**Student:** The size-modified Poisson–Boltzmann result predicts a camel-shaped capacitance for $\gamma<1/3$. For zirconia with 8 mol% Y$_2$O$_3$ I get $\gamma=0.074$, so a blocking electrode should show two humps, symmetric in the bias. Why did you write "no" in my margin?

**Lecturer:** Tell me how you got $\gamma$.

**Student:** Per mole of oxide there are 1.08 cations, hence 2.16 anion sites, and 0.08 vacancies. The vacant fraction is $\theta_0=1/27=0.0370$. With a typical fluorite cell edge of $L\approx0.514$ nm and eight anion sites per cell, the site density is $N=8/L^3=58.9$ nm$^{-3}$. So $a^3=1/N$, $a=0.257$ nm, $c=N\theta_0=2.18$ nm$^{-3}$ and $\gamma=2ca^3=2/27$.

**Lecturer:** The 2 in $2ca^3$ counts two mobile species of equal and opposite charge that share one lattice. Which is your second one?

**Student:** Yttrium on a zirconium site. I admit it carries $-e$ against the vacancy's $+2e$, sits on the other sublattice, and hardly moves at 1000 K. But it only keeps the bulk neutral. The saturation comes from the counterions.

**Lecturer:** Let us see where it enters. The oxide fills $x>0$, $\phi$ is the potential relative to the bulk, $\phi_0$ its value at the electrode, $q=2e$ and $u=q\phi/k_BT$. Positive $u$ repels vacancies. A site carries mobile charge $sq$. Sites are independent, so the local probability of $s$ is its bulk probability times $e^{-su}/Z$, with $Z(u)=\langle e^{-su}\rangle_0$ a bulk average. A uniform fixed background neutralises the bulk. Then

$$\rho=qN\left(\langle s\rangle_u-\langle s\rangle_0\right)=-qN\,P'(u),\qquad P(u)=\ln Z(u)+\langle s\rangle_0\,u .$$

Multiply Poisson's equation $\varepsilon\phi''=-\rho$ by $\phi'$ and integrate in from the bulk: $\varepsilon\phi'^2/2=Nk_BT\,P$. The electrode charge per area is $\sigma=-\varepsilon\phi'(0)$. Writing $u$ for the surface value from now on,

$$\sigma^2=2\varepsilon Nk_BT\,P(u),\qquad C=\frac{d\sigma}{d\phi_0}=\sqrt{\frac{\varepsilon q^2N}{k_BT}}\;\frac{|P'(u)|}{\sqrt{2P(u)}} .$$

**Student:** For the standard model $s=+1$ and $s=-1$ each have probability $\gamma/2$, and $s=0$ has the rest. So $\langle s\rangle_0=0$ and $Z=1-\gamma+\gamma\cosh u=1+2\gamma\sinh^2(u/2)$. That gives $c_\pm=c\,e^{\mp u}/Z$, which saturates at $2c/\gamma=1/a^3$. With $P'=\gamma\sinh u/Z$ I recover Kornyshev's 2007 form,

$$C_{\rm sym}=C_D\,\frac{\cosh(u/2)}{1+2\gamma\sinh^2(u/2)}\sqrt{\frac{2\gamma\sinh^2(u/2)}{\ln[1+2\gamma\sinh^2(u/2)]}},$$

with $C_D=\varepsilon/\lambda_D$ and $\lambda_D^2=\varepsilon k_BT/(q^2N\gamma)$.

**Lecturer:** So the assumption enters at one place: the bulk distribution of $s$ is even, which makes $P$ even. Now drop it. The function $\ln Z$ generates the cumulants $\kappa_n$ of the site charge, and the background cancels the first one:

$$P=\tfrac12\kappa_2u^2-\tfrac16\kappa_3u^3+\tfrac1{24}\kappa_4u^4-\dots$$

Taking the square root with the sign of $u$,

$$\sigma\propto\sqrt{\kappa_2}\,u\left[1-\frac{\kappa_3}{6\kappa_2}u+\left(\frac{\kappa_4}{24\kappa_2}-\frac{\kappa_3^2}{72\kappa_2^2}\right)u^2+\dots\right].$$

Differentiation multiplies the two correction terms by 2 and 3:

$$C=C_0\left[1+b_1u+b_2u^2+\dots\right],\qquad b_1=-\frac{\kappa_3}{3\kappa_2},\qquad b_2=\frac{\kappa_4}{8\kappa_2}-\frac{\kappa_3^2}{24\kappa_2^2},$$

with $C_0=\varepsilon/\lambda$ and $\lambda^2=\varepsilon k_BT/(q^2N\kappa_2)$.

**Student:** For the even distribution $\kappa_2=\gamma$, $\kappa_3=0$ and $\kappa_4=\gamma-3\gamma^2$, so $b_2=(1-3\gamma)/8$. The threshold $1/3$ is just the sign change of $\kappa_4$.

**Lecturer:** And it decides between a minimum and a maximum at zero bias only because $b_1=0$. In your oxide, with frozen and uniformly distributed yttrium, an anion site has $s=1$ with probability $\theta_0$ and $s=0$ otherwise:

$$\theta(u)=\frac{\theta_0e^{-u}}{1-\theta_0+\theta_0e^{-u}},\qquad P=\ln\left(1-\theta_0+\theta_0e^{-u}\right)+\theta_0u,\qquad P'=\theta_0-\theta .$$

Since $d\theta/du=-\theta(1-\theta)$, we have $P''=\theta(1-\theta)$ and $P'''=-\theta(1-\theta)(1-2\theta)$. At $u=0$ this gives $\kappa_2=\theta_0(1-\theta_0)$ and $\kappa_3=\kappa_2(1-2\theta_0)$, and one more derivative gives $\kappa_4=\kappa_2(1-6\kappa_2)$. Therefore

$$\frac{C_0}{C_D}=\sqrt{\frac{1-\theta_0}{2}},\qquad b_1=-\frac{1-2\theta_0}{3},\qquad b_2=\frac{1-7\theta_0(1-\theta_0)}{12}.$$

The first correction is the term $b_1u$, one order below anything the symmetric formula contains, and it comes with a changed prefactor.

**Student:** I would expect a correction to be proportional to something small, such as $\theta_0$. Yours tends to $-1/3$ at high dilution.

**Lecturer:** Because removing a mobile co-ion is no small change of the model. The only small quantity is $u$. At low bias half of the screening in the symmetric model is done by the second species, which is the factor $1/\sqrt2$ in the prefactor. The other factor, $\sqrt{1-\theta_0}$, is site blocking. On the shared lattice it is absent from $C_D$, because at small $u$ one species vacates as many sites as the other takes.

**Student:** Numbers, then. I take $T=1000$ K and an approximate static $\varepsilon_r\approx30$. Then $k_BT=0.0862$ eV and $u=23.2$ per volt. I find $\lambda_D=0.090$ nm and $\lambda=0.130$ nm, so $C_D=294$ and $C_0=204$ µF cm$^{-2}$, a ratio of 0.694. Next $b_1=-25/81=-0.309$, or $-7.2$ V$^{-1}$, and $b_2=0.063$ against 0.097 in the symmetric model.

**Lecturer:** Here is the full continuum expression $C_{\rm fr}/C_0=|\theta_0-\theta|/\sqrt{2\kappa_2P}$ beside it.

| $\phi_0$ (V) | $u$ | $\theta$ at surface | $C_{\rm sym}/C_D$ | $1+b_1u$ | $C_{\rm fr}/C_0$ | $C_{\rm fr}/C_{\rm sym}$ |
|---|---|---|---|---|---|---|
| +0.25 | 5.80 | 0.00012 | 1.50 | – | 0.328 | 0.15 |
| +0.10 | 2.32 | 0.0038 | 1.44 | 0.284 | 0.546 | 0.26 |
| +0.02 | 0.464 | 0.024 | 1.021 | 0.857 | 0.870 | 0.59 |
| −0.02 | −0.464 | 0.058 | 1.021 | 1.143 | 1.157 | 0.79 |
| −0.10 | −2.32 | 0.28 | 1.44 | 1.716 | 2.01 | 0.97 |

At $\pm20$ mV the linear term is $\mp14$ per cent, where the symmetric curve has risen by 2 per cent, and most of the remainder is $b_2u^2=0.013$. At $\pm0.10$ V the first-order form has failed and the full expression is needed.

**Student:** A slope at the origin only shifts the minimum of the camel. There could still be two humps.

**Lecturer:** There cannot. From the formula for $C$, $d\ln C/du=-g/(2PP')$ with $g=P'^2-2PP''$. Then $g(0)=0$ and $g'=-2PP'''=2P\,\theta(1-\theta)(1-2\theta)$. Take $\theta_0<1/2$. For $u>0$ we have $\theta<1/2$, so $g$ grows from zero, $P'>0$, and $C$ falls monotonically. Moving to negative $u$, $g$ first goes negative while $\theta<1/2$. There $P'<0$, so $C$ rises. Once $\theta>1/2$, $g$ climbs monotonically and can cross zero only once, and it must, because $C$ decays at large $|u|$. There is a single maximum, on the accumulation side, beyond half filling. For $\theta_0=1/27$ it lies at $u=-4.0$, or $-0.17$ V, where $\theta=0.68$.

**Student:** But both wings still fall as $|u|^{-1/2}$, so saturation survives.

**Lecturer:** The exponent survives and the reason differs. At large $|u|$, $P$ becomes linear with slope $p=|P'|$, and $C^2\to\varepsilon q^2Np/(2k_BT|u|)$. The symmetric model has $p=1$ on both sides. The frozen model has $p=1-\theta_0$ in accumulation, which is true site saturation, and $p=\theta_0$ in depletion. That second wing is a Mott–Schottky layer, in which the vacancies are gone and the charge density is that of the bare dopants. The ratio $C_{\rm fr}/C_{\rm sym}$ tends to $\sqrt{1-\theta_0}=0.98$ on one side and $\sqrt{\theta_0}=0.19$ on the other. Your remark about counterions holds when the vacancies are the counterions and fails when the yttrium is.

**Student:** At sintering temperature the cations do move. Is the symmetric formula right there?

**Lecturer:** Closer, but no. Independent sublattices add their contributions to $NP$. There are $N/2$ cation sites, occupied by yttrium with probability $y=4/27$ and $s=-1/2$. Per anion site they add $y(1-y)/8$ to $\kappa_2$ and $-y(1-y)(1-2y)/16$ to $\kappa_3$. That gives $C_0/C_D=0.83$ and $b_1=-0.18$. A profile set up that way and frozen on cooling would shift the zero of charge, and our uniform background leaves that out.

**Student:** Now let me object properly. A surface with two thirds of its oxygen missing is not zirconia. And $\lambda$ is half the spacing of the oxygen planes. You are correcting a continuum model at a length below its lattice constant.

**Lecturer:** Both objections are fair, and both effects rival the correction, so let us size them. First, crowding. Suppose, as an illustration, that a vacancy also forbids its six nearest anion neighbours. On $M$ sites there are then $M(M-7)/2$ allowed pairs, so with activity $z$ the grand partition function has $\ln\Xi=M(z-\tfrac72z^2+\dots)$. A simple lattice gas on $M/7$ sites, $\tfrac M7\ln(1+7z)$, has the same two terms. To first order in $\theta_0$ we may thus replace $N$ by $N/7$ and $\theta_0$ by $7/27$. Then $b_1=-13/81=-0.16$, about half, and $C_0$ drops by the factor $\sqrt{20/26}=0.88$. The depletion asymptote depends only on $N\theta_0$ and does not change. The hump and the $-0.10$ V row depend entirely on the site count, and under such negative bias electronic carriers, which we omit, may also appear. Do not read that part as a prediction.

**Student:** And the discreteness?

**Lecturer:** Put the vacancies on (100) planes spaced by $d=a=0.257$ nm, each with $Nd$ sites per area, the first at $d/2$ from the metal. Keep the bulk $\varepsilon$ everywhere and let every plane have $\theta_0$ at zero bias. The fixed charges then drop out of the bias-induced potential. Gauss's law across plane $n\ge2$, linearised, reads $u_{n+1}-2u_n+u_{n-1}=(d/\lambda)^2u_n$. Its decaying solution $u_n=u_1r^{\,n-1}$ with $r=e^{-k}$ has $(1-r)^2/r=(d/\lambda)^2$, that is $\sinh(k/2)=d/2\lambda$. The planes together compensate $\sigma=(\varepsilon d/\lambda^2)\,\phi_1/(1-r)$, and the gap adds $\phi_0-\phi_1=\sigma d/2\varepsilon$. Hence

$$\frac{\varepsilon}{C\,d}=\frac12+\frac{r}{1-r}=\frac12\coth\frac k2,\qquad C_{\rm pl}=\frac{C_0}{\sqrt{1+d^2/4\lambda^2}},\qquad \frac{u_1}{u_0}=\frac{2r}{1+r},$$

where $u_0$ is the electrode value.

**Student:** With $d/2\lambda=0.986$ I get $r=0.175$, $u_1/u_0=0.30$ and $C_{\rm pl}=0.71\,C_0=145$ µF cm$^{-2}$. Most of the bias drops across the gap, like a Stern layer in series. The same formula with $\lambda_D$ gives 169 for the symmetric model, so the prefactor ratio is 0.86 where the continuum said 0.694. What happens to $b_1$?

**Lecturer:** Use the functional $W=\int\left[\varepsilon\phi'^2/2+Nk_BT\,P\right]dx$. Its minimum at fixed $\phi_0$ obeys Poisson's equation, $dW/d\phi_0=\sigma$, and so $C=d^2W/d\phi_0^2$. Because $W$ is stationary, the cubic term of $P$ changes it, to first order, by its value on the linear profile. In the continuum $\int u^3dx=u_0^3\lambda/3$. Against the quadratic part $Nk_BT\kappa_2\lambda u_0^2/2$ this returns $b_1=-\kappa_3/3\kappa_2$. For planes the integral becomes $d\,u_1^3/(1-r^3)$, and the quadratic part is divided by $\sqrt{1+d^2/4\lambda^2}=\cosh(k/2)$. With $d/\lambda=2\sinh(k/2)$,

$$b_1^{\rm pl}=-\frac{\kappa_3}{\kappa_2}\;\frac{\sinh k}{1-r^3}\left(\frac{2r}{1+r}\right)^3 .$$

The geometric factor tends to $1/3$ as $k\to0$. Here it is 0.074, so $b_1^{\rm pl}=-0.068$, or $-1.6$ V$^{-1}$, smaller than the continuum value by a factor of 4.5. With neighbour exclusion as well it is $-0.046$.

**Student:** Then at 20 mV the asymmetry is 14 per cent in the continuum, 3 per cent with planes, and 2 per cent with planes and exclusion. That is not much of a prediction.

**Lecturer:** The size is uncertain by that factor and the sign is not. The slope is proportional to $\kappa_3$, which vanishes identically for a shared symmetric lattice and is positive for dilute vacancies on a frozen background, and the geometric factor is positive for every $k$. In each version the capacitance falls as the electrode goes positive, and zero bias is no extremum, so the criterion $\gamma<1/3$ has nothing to decide.

**Student:** And the 145 µF cm$^{-2}$?

**Lecturer:** It is the model's number, resting on $\varepsilon_r\approx30$ down to atomic distances, a gap of $d/2$ and ideal blocking. As typical knowledge, capacitances quoted for platinum or gold on this oxide at such temperatures scatter from some tens to about a thousand µF cm$^{-2}$, and the high values usually include stored oxygen, which the model lacks. It can therefore be low by up to roughly an order of magnitude for an electrode that exchanges oxygen, and high by a factor of a few at the other end. What you can take from the derivation is the structure: a zero-bias capacitance 14 to 31 per cent below the symmetric value when every anion site counts, a negative slope of 0.05 to 0.3 per unit of $u$, and, in the continuum, a depletion wing set by the dopant density and not by the site density.